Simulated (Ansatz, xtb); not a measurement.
## C3H4ClNOSi: which of two isomers lies lower

Structure I: `[SiH3]c1cnc(Cl)o1`, a singlet. Structure II: `[SiH3]c1ocnc1Cl`, a singlet. Both are isolated molecules in the gas phase, relaxed with B3LYP-D3(BJ)/def2-SVP.

Quicker runs give these differences E(II) − E(I): GFN2-xTB −1.03 kcal/mol; HF/STO-3G −1.66 kcal/mol (at GFN2-xTB geometries); r2SCAN-D4/def2-SVP −0.77 kcal/mol (at GFN2-xTB geometries).

Task: Estimate E(II) − E(I) at the level CCSD(T)/def2-SVP + ΔMP2/def2-TZVPP.

Result: Too close to call at this level: CCSD(T)/def2-SVP + ΔMP2/def2-TZVPP gives E(II) − E(I) = −0.56 kcal/mol.

Level by level:

```
                             level               geometry  E(II) − E(I) (kcal/mol)  departure from the last row (kcal/mol)  job, with rough time for the two
                          GFN2-xTB               GFN2-xTB                     −1.03                                   −0.47              optimisation, 0.14 s
                         HF/STO-3G               GFN2-xTB                     −1.66                                   −1.10              single point, 0.58 s
                r2SCAN-D4/def2-SVP               GFN2-xTB                     −0.77                                   −0.21               single point, 6.6 s
             B3LYP-D3(BJ)/def2-SVP  B3LYP-D3(BJ)/def2-SVP                     −1.16                                   −0.60                optimisation, 60 s
                       HF/def2-SVP  B3LYP-D3(BJ)/def2-SVP                     −0.10                                   +0.46           part of the CCSD(T) run
                      MP2/def2-SVP  B3LYP-D3(BJ)/def2-SVP                     −1.11                                   −0.55           part of the CCSD(T) run
                  CCSD(T)/def2-SVP  B3LYP-D3(BJ)/def2-SVP                     −0.95                                   −0.39                      single point
CCSD(T)/def2-SVP + ΔMP2/def2-TZVPP  B3LYP-D3(BJ)/def2-SVP                     −0.56                                                        single point, 89 s
```

As drawn, both hold the same kinds of bond in the same numbers.

The largest departure from CCSD(T)/def2-SVP + ΔMP2/def2-TZVPP is that of HF/STO-3G, 1.10 kcal/mol. A small imaginary or near-zero mode remains, so no thermal terms are given. The last row adds to CCSD(T) the change of the MP2 difference between the two basis sets, here +0.39 kcal/mol.

The correlated steps freeze 15 core orbitals. Codes used: Ansatz 0.2.0, xtb 6.7.1; the last row on 2 threads of Arm Neoverse V2 on a shared host.

Both isomers are oxazoles with the silyl group at C5, and they differ only in whether chlorine sits at C2, between oxygen and nitrogen (I), or at C4, beside the silyl-bearing carbon (II). With the aromatic ring intact in both, a small difference is expected. Every level puts II lower, but the consistent sign doesn't settle the order: the basis-set correction of +0.39 kcal/mol is comparable to the remaining gap of −0.56 kcal/mol, and it works against II.

The near-degeneracy probably reflects opposing effects. C2 is already depleted of electron density by two electronegative neighbours, which makes it a poorer site for a σ-withdrawing chlorine, though π donation from chlorine offsets part of this. In the def2-SVP basis, II gains its advantage almost entirely from electron correlation, which suggests a role for dispersion between the adjacent chlorine and silyl groups, alongside changes in ring correlation. The energy difference says nothing about relative reactivity, for instance towards nucleophilic displacement of chloride, which is typically easier at C2.
